## Question

In the borane below, boron carries a propynyl group, a propyl group and a methoxy group. The three torsions in each row describe, in this order:

- **The place of the chain:** O8-B4-C5-C6 tells where the second propyl carbon, C6, lies. Near 0° it is on the oxygen side, near 180° on the propynyl side.
- **The shape of the chain:** B4-C5-C6-C7 is near 180° for an extended chain and near ±60° for a gauche one.
- **The place of the O-methyl group:** C5-B4-O8-C9 is near 0° if methyl sits beside propyl and near 180° if it sits beside propynyl.

Conformers of the borane CC#CB(CCC)OC without solvent, computed with PySCF 2.14.0 and tblite 0.8.0: GFN2-xTB geometries and PBE0-D3(BJ)/6-31G(d) DFT energies. Free energies and weights at 298.15 K combine the DFT energies with GFN2-xTB quasi-harmonic terms; a mirror pair is shown once, and its free energy and weight cover both forms.

| number | torsions in degrees | mirror pair | GFN2-xTB energy above its lowest (kcal/mol) | DFT energy above the lowest (kcal/mol) | free energy above the lowest (kcal/mol) | weight (%) | dipole (D) |
| --- | --- | --- | --- | --- | --- | --- | --- |
| 1 | (141,-63,178) | yes | 0.000 | 0.000 | 0.000 | 33.40 | 2.440 |
| 2 | (21,69,178) | yes | 0.440 | 0.280 | 0.130 | 26.70 | 2.420 |
| 3 | (138,178,179) | yes | 0.180 | 0.330 | 0.210 | 23.20 | 2.480 |
| 4 | (2,180,180) | no | 0.120 | 0.210 | 0.470 | 15.10 | 2.460 |
| 5 | (167,-68,-1) | yes | 0.840 | 1.830 | 2.230 | 0.80 | 0.340 |
| 6 | (-179,180,0) | no | 0.890 | 2.030 | 2.540 | 0.50 | 0.250 |
| 7 | (92,177,1) | yes | 1.610 | 3.100 | 3.290 | 0.10 | 0.390 |
| 8 | (80,180,0) | yes | 1.530 | 3.100 | 3.490 | 0.10 | 0.410 |
| 9 | (77,62,0) | yes | 1.550 | 3.360 | 4.070 | 0.00 | 0.420 |

(a) Which torsion sorts the conformers into stable and unstable ones, and why does it take only two values?

(b) Why are the energies close together in one group and spread out in the other?

(c) Row 4 has a lower DFT energy than rows 2 and 3, yet a smaller weight. Explain this with an estimate.

(d) Why does the dipole follow the same division?

## Model answer

**(a)** The third torsion does the sorting. Rows 1 to 4 have the O-methyl group beside propynyl and hold 98.4% of the weight. Rows 5 to 9 have it beside propyl, and even the lowest of them lies 1.5 kcal/mol above the highest row of the first group.

That only two positions occur is a matter of bonding. Three-coordinate boron has an empty p orbital perpendicular to the plane of its bonds, and a lone pair on oxygen can donate into it. The overlap is best when the O-methyl bond lies in that plane, so methyl must choose one neighbour or the other.

The two neighbours differ in the room they leave. The first carbon of propynyl bears no hydrogen, and the group runs straight away from boron like a thin rod. The first carbon of propyl is a CH₂ group with a chain attached, and a methyl group beside it is crowded. This accounts for the direction of the preference, but the energies alone don't prove that crowding is its only source. When methyl moves beside propyl, the other oxygen lone pair turns towards the π electrons of the triple bond, and their repulsion may add to the cost.

**(b)** Rows 4, 6 and 8 show what happens to the chain; all three have it extended. In row 4 methyl is on the far side, and C6 can lie almost in the plane on the oxygen side, at 2°. Once methyl sits beside propyl, that place is taken. In row 6 the chain has gone as far from methyl as it can, to the propynyl side; in row 8 it stands up from the plane at 80°.

The energies fit this picture. Row 6, with the chain well out of the way, lies at 2.03 kcal/mol, while row 8, with the chain nearer to methyl, lies at 3.10 kcal/mol. The other crowded rows agree: row 5 resembles row 6, and rows 7 and 9 resemble row 8. Rows 7 and 8 are so alike in torsions and DFT energy that they may belong to one shallow minimum, so they are best read as one piece of evidence. In the stable group the chain takes quite different places, yet the energies span only 0.33 kcal/mol, as one would expect when no methyl group is there to meet it.

One reservation applies to the extra cost of rows 7 to 9. No row of the stable group has its chain standing upright in the same way. Part of that cost may therefore belong to the upright position itself and not to methyl.

**(c)** Row 4 loses weight through counting. Its heavy atoms lie in one plane to within a small twist, so it is counted as its own mirror image. Rows 2 and 3 are twisted, and each stands for two mirror-image forms of equal energy. Having two forms instead of one lowers the free energy by RT ln 2, where R is the gas constant and T the temperature:

RT ln 2 ≈ 0.59 kcal/mol × 0.69 ≈ 0.41 kcal/mol.

If row 4 had a mirror partner, its free energy would fall from 0.47 to about 0.06 kcal/mol. Its weight of 15.1% would first double to 30.2%. The total would then be 115.1%, and the share after rescaling would be 30.2/115.1, or about 26%. The same rescaling would bring rows 2 and 3 down to about 23% and 20%, so row 4 would stand above both, as its DFT energy suggests. The exact order of such close rows is uncertain, but the low population of row 4 is no sign of strain.

This explains the weight in the table. For the molecule itself, the single count holds only if row 4 is a true minimum with no mirror partner, and the vibrational results leave that open: rows 1, 3 and 4 each keep a small imaginary mode. In row 4 it may be a mere numerical remnant. It may also mean that the planar shape is a low pass between two twisted mirror forms, and then the factor of two would be in doubt.

**(d)** Turning the methoxy group over reverses the part of its dipole that points across the B-O bond. In one position this part adds to the dipole of the rest of the molecule, and in the other it largely cancels it. The mean dipole is accordingly 2.45 D in the stable group and 0.36 D in the other. The more polar form wins here, so a small dipole is no guide to stability in this molecule.

## Remarks on the reasoning

A good answer begins with the large effect and leaves the small ones alone. Gauche and extended chains are a tempting place to start, but their order changes from pair to pair. Row 1 (gauche) lies 0.33 kcal/mol below row 3 (extended), whereas row 2 (gauche) lies 0.07 kcal/mol above row 4 (extended). Differences of this size are within the error of the method, and the small basis set tends to favour compact shapes.

The output below sets each crowded row against a stable row with the same chain shape. For rows 7 and 8 the choice of row 4 as partner is open to question, since their chains are closer in angle to that of row 3. The conclusion survives the change: measured from row 3, row 8 costs 3.10 − 0.33 = 2.77 kcal/mol, still well above the 1.70 kcal/mol of row 6.

The level of theory matters more for the populations than for the explanation. GFN2-xTB finds the same two groups, but with a gap of only 0.4 kcal/mol. With its energies in place of the DFT ones, the crowded group would hold about 10% instead of 1.5%, because weights depend exponentially on energy. The weights carry two further uncertainties. Rows 1, 3 and 4, which together hold about 72% of the weight, each keep a small imaginary vibrational mode, and this makes their free energies doubtful. The search may also have lost a conformer. The gap between the two groups of rows doesn't hang on the vibrational terms, since it already shows in the DFT energies.

The analysis program printed:

```
Matched flips (0 for anti rows) and free-energy terms, kcal/mol and degrees:
  row  partner  DFT_flip_cost  GFN2_flip_cost  chain_turn  free_minus_DFT  free_without_mirror_loss
    1        1              0               0           0               0                         0
    2        2              0               0           0           -0.15                      0.13
    3        3              0               0           0           -0.12                      0.21
    4        4              0               0           0            0.26                   0.05932
    5        1           1.83            0.84          26             0.4                      2.23
    6        3            1.7            0.71          41            0.51                     2.129
    7        4           2.89            1.49          90            0.19                      3.29
    8        4           2.89            1.41          78            0.39                      3.49
    9        2           3.08            1.11          56            0.71                      4.07
RT ln 2 at 298.15 K, kcal/mol: 0.4107
DFT gap from highest anti to lowest syn row, kcal/mol: 1.5
GFN2-xTB gap from highest anti to lowest syn row, kcal/mol: 0.4
Summed weight of anti rows, %: 98.4
Summed weight of syn rows, %: 1.5
Syn share if GFN2-xTB energies replace DFT energies, %: 9.692
Weight of row 4 if it had a mirror partner, %: 26.19
Mean dipole of anti rows, D: 2.45
Mean dipole of syn rows, D: 0.362
Lower bound of the reversed dipole part, D: 1.044
Upper bound of the reversed dipole part, D: 1.406
Gauche minus extended chain, row 1 less row 3, DFT kcal/mol: -0.33
Gauche minus extended chain, row 2 less row 4, DFT kcal/mol: 0.07
Gauche minus extended chain, row 5 less row 6, DFT kcal/mol: -0.2
Gauche minus extended chain, row 9 less row 8, DFT kcal/mol: 0.26
```
